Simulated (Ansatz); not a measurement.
Computed with DFT PBE, scalar-relativistic, plane waves, PAW (Ansatz). All cells share a 420 eV cutoff and Γ-centred k meshes spaced at most about 0.3 Å⁻¹ (about 0.25 or finer for metals, 2π included). No spin polarisation in the final relaxations.

Temperature and zero-point effects are left out.

Compare these two cells of GeP5, each relaxed at this level.

A.

```cif
data_structure
_symmetry_space_group_name_H-M 'P6/mmm'
_symmetry_Int_Tables_number 191
_cell_length_a 6.1412
_cell_length_b 6.1412
_cell_length_c 3.1961
_cell_angle_alpha 90.000
_cell_angle_beta 90.000
_cell_angle_gamma 120.000
_cell_volume 104.39
loop_
_atom_site_label
_atom_site_type_symbol
_atom_site_symmetry_multiplicity
_atom_site_Wyckoff_symbol
_atom_site_fract_x
_atom_site_fract_y
_atom_site_fract_z
_atom_site_occupancy
Ge1 Ge 1 a 0.00000 0.00000 0.00000 1
P1 P 3 f 0.50000 0.00000 0.00000 1
P2 P 2 d 0.33333 0.66667 0.50000 1
```

B.

```cif
data_structure
_symmetry_space_group_name_H-M 'P6/mmm'
_symmetry_Int_Tables_number 191
_cell_length_a 4.8972
_cell_length_b 4.8972
_cell_length_c 4.7431
_cell_angle_alpha 90.000
_cell_angle_beta 90.000
_cell_angle_gamma 120.000
_cell_volume 98.51
loop_
_atom_site_label
_atom_site_type_symbol
_atom_site_symmetry_multiplicity
_atom_site_Wyckoff_symbol
_atom_site_fract_x
_atom_site_fract_y
_atom_site_fract_z
_atom_site_occupancy
Ge1 Ge 1 a 0.00000 0.00000 0.00000 1
P1 P 2 c 0.33333 0.66667 0.00000 1
P2 P 3 g 0.50000 0.00000 0.50000 1
```

**Question.** Which form is favoured at zero pressure, and by what margin per atom?

**Answer.** A is lower, by 274 meV/atom. A has space group P6/mmm (No. 191), 17.4 Å³/atom and no gap on its mesh; B has space group P6/mmm (No. 191), 16.4 Å³/atom and no gap. Counting P atoms around Ge (those within 1.25 times the shortest such distance or 1.15 times the sum of covalent radii, 1.27 where that leaves under three; a plus sign parts nearer from farther groups; the shortest distance is added where it exceeds 1.18 times the sum of covalent radii), A has Ge 6 from 3.1 Å and B has Ge 6+12 from 2.8 Å. A holds P–P bonds in all directions (shortest 2.39 Å); B holds P–P nets (shortest 2.45 Å). Even the lower one lies +0.43 eV/atom against the reference forms of the elements (uncorrected), so neither is stable at this level. Both come from invented guesses.

No dispersion correction is applied, so the spacing and binding between layers, chains or molecules are poorly described (P6/mmm at 16.4 Å³/atom), and this can change margins and order among such cells. In P6/mmm at 17.4 Å³/atom, P6/mmm at 16.4 Å³/atom an odd number of electrons in the primitive cell allows no gap without spin; a larger cell or a magnetic state could open one. A magnetic state wasn't ruled out in cells without spin, among them P6/mmm at 17.4 Å³/atom, P6/mmm at 16.4 Å³/atom. Cells relaxed within their symmetry can be saddle points.

The preference for A, by 274 meV/atom, probably originates in the phosphorus framework rather than in Ge–P bonding, since its Ge–P contacts are the longer ones, at 3.1 Å against 2.8 Å in B. Both sets are too long for normal covalent bonds. The shortest P–P contacts, 2.39 Å in A and 2.45 Å in B, are also stretched beyond a usual single bond. Phosphorus favours three short, directional bonds and a lone pair; these high-symmetry sites instead spread its valence electrons over more numerous, weaker contacts. A appears to be the less severe compromise, which fits its lower energy and more open packing. Because B is denser, compression would work against A's advantage, though no transition follows from these data.

The positive energy against the elements shouldn't be read as a verdict on GeP5 itself. The known compound, made under pressure or by milling, has a layered, arsenic-like structure with Ge and P sharing sites, and neither cell represents that arrangement.
